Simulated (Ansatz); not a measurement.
# SnO₂: energy above lowest point and pressure against volume scale

Results calculated with Ansatz 0.2.0, not measured. Free energy against uniform scaling of the volume at fixed shape and fractions; periodic cell, basis, potentials, k mesh and filling as listed.

The cell before it is scaled or strained (space group P4_2/mnm, No. 136):
```
CELL_PARAMETERS angstrom
4.75370 0.00000 0.00000
0.00000 4.75370 0.00000
0.00000 0.00000 3.19710
ATOMIC_POSITIONS crystal
Sn 0.00000 0.00000 0.00000
Sn 0.50000 0.50000 0.50000
O 0.30710 0.30710 0.00000
O 0.19290 0.80710 0.50000
O 0.69290 0.69290 0.00000
O 0.80710 0.19290 0.50000
```

Settings of every row: functional PBE; dispersion none; potentials PAW; wave cutoff 517.02 eV; density cutoff 2068.1 eV; k mesh 4x4x6; k shift 0x0x0; occupations fixed; smearing width 0 eV; spin none.

| row | volume scale | V (Å³/atom) | energy above lowest point (meV/atom) | pressure (GPa) |
| --- | --- | --- | --- | --- |
| 1 | 0.9406 | 11.326 | 85 | 24.52 |
| 2 | 0.9703 | 11.684 | ? | ? |
| 3 | 1 | 12.041 | 12.6 | 8.78 |
| 4 | 1.0297 | 12.399 | 0 | 2.67 |
| 5 | 1.0594 | 12.756 | 0 | -2.5 |

Question: what energy above lowest point and pressure should row 2 give?

Worked fit of energy above lowest point. Take u = (V_r/V)^(2/3) − 1 with V_r = 12.22 Å³ an atom, which is twice the finite (Eulerian) strain; such expansions in the strain, on which the Birch-Murnaghan equation of state is built, carry the rest volume and the bulk modulus. The shown rows have u = 0.05195, 0.00989, -0.00965, -0.02821. Least squares give energy above lowest point = 4.56 + 648.7 × u + 17316 × u² meV/atom; a straight line predicts inner rows, each left out in turn, worse (root mean square 17 against 0.19 meV/atom). The rows lie off it by 0.0, -0.1, 0.1, 0.0. Its lowest point lies at u = -0.0187, or V = 12.57 Å³ an atom, and the curvature there gives the bulk modulus at fixed shape and fractions, B = (4/9)(1 + u)² E″(u)/V = 189 GPa. Letting shape and atoms relax would as a rule lower it, by much in layered, chain or molecular crystals. The withheld row has u = 0.03035, so the fit gives 4.56 + 648.7 × (0.03035) + 17316 × (0.03035)² = 40.2 meV/atom.

The calculation gave 40.1 meV/atom. The fit lies 0.1 meV/atom (0.12 % of the column's range) above it, one unit of the last digit.

Worked fit of pressure. Take u = (V_r/V)^(2/3) − 1 with V_r = 12.22 Å³ an atom, which is twice the finite (Eulerian) strain; such expansions in the strain, on which the Birch-Murnaghan equation of state is built, carry the rest volume and the bulk modulus. The shown rows have u = 0.05195, 0.00989, -0.00965, -0.02821. Least squares give pressure = 5.592 + 313.96 × u + 969.1 × u² GPa; a straight line predicts inner rows, each left out in turn, worse (root mean square 0.95 against 0.035 GPa). The rows lie off it by 0.00, -0.01, 0.02, -0.01. The pressure vanishes at u = -0.0189, or V = 12.58 Å³ an atom, and there the bulk modulus at fixed shape and fractions is B = −V dP/dV = (2/3)(1 + u) dP/du = 181 GPa. Letting shape and atoms relax would as a rule lower it, by much in layered, chain or molecular crystals. The withheld row has u = 0.03035, so the fit gives 5.592 + 313.96 × (0.03035) + 969.1 × (0.03035)² = 16.01 GPa.

The calculation gave 16 GPa. The fit lies 0.01 GPa (0.037 % of the column's range) above it, one unit of the last digit.
